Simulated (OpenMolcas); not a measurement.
# How basis sets differ on SiF3 (trifluorosilyl)

SiF3 has 4 atoms, charge 0, and is taken as a doublet. As SMILES, `F[Si](F)F`. Geometry: relaxed at PBE0-D4/def2-TZVP.

Each level gives the dipole moment (D). The values are calculated.

```json
{"level": "UPW91/cc-pVDZ", "kind": "GGA", "program": "OpenMolcas", "value (D)": "1.01"}
{"level": "UPW91/cc-pCVDZ", "kind": "GGA", "program": "OpenMolcas", "value (D)": "1.02"}
{"level": "UPW91/cc-pVTZ", "kind": "GGA", "program": "OpenMolcas", "value (D)": "0.97"}
{"level": "UPW91/cc-pCVTZ (RICD fitting)", "kind": "GGA", "program": "OpenMolcas", "value (D)": "0.96"}
```

The values span 0.96 to 1.02 D. Magnitudes only: a small dipole may point the other way at some levels.

The dipole moment of SiF3 depends only weakly on the basis set. The main change is the drop from double to triple zeta, seen both without core-valence functions (1.01 to 0.97 D) and with them (1.02 to 0.96 D). Adding core functions shifts the value far less, and in opposite directions at the two levels.

This fits the electronic structure of a pyramidal σ radical. The strongly polar Si–F bonds give a resultant along the molecular axis, which is partly offset by the unpaired electron in an s-rich silicon hybrid pointing away from the fluorines. The net moment therefore responds to small changes in valence polarization, which the larger sets probably describe better through their more flexible valence space and higher angular functions. Tight core functions mainly reshape density close to the nuclei, where it contributes little to the dipole.

The results support modest basis sensitivity for this functional, but not a converged basis-set limit, since none of the sets includes the diffuse augmentation that often matters for dipoles of fluorine compounds.
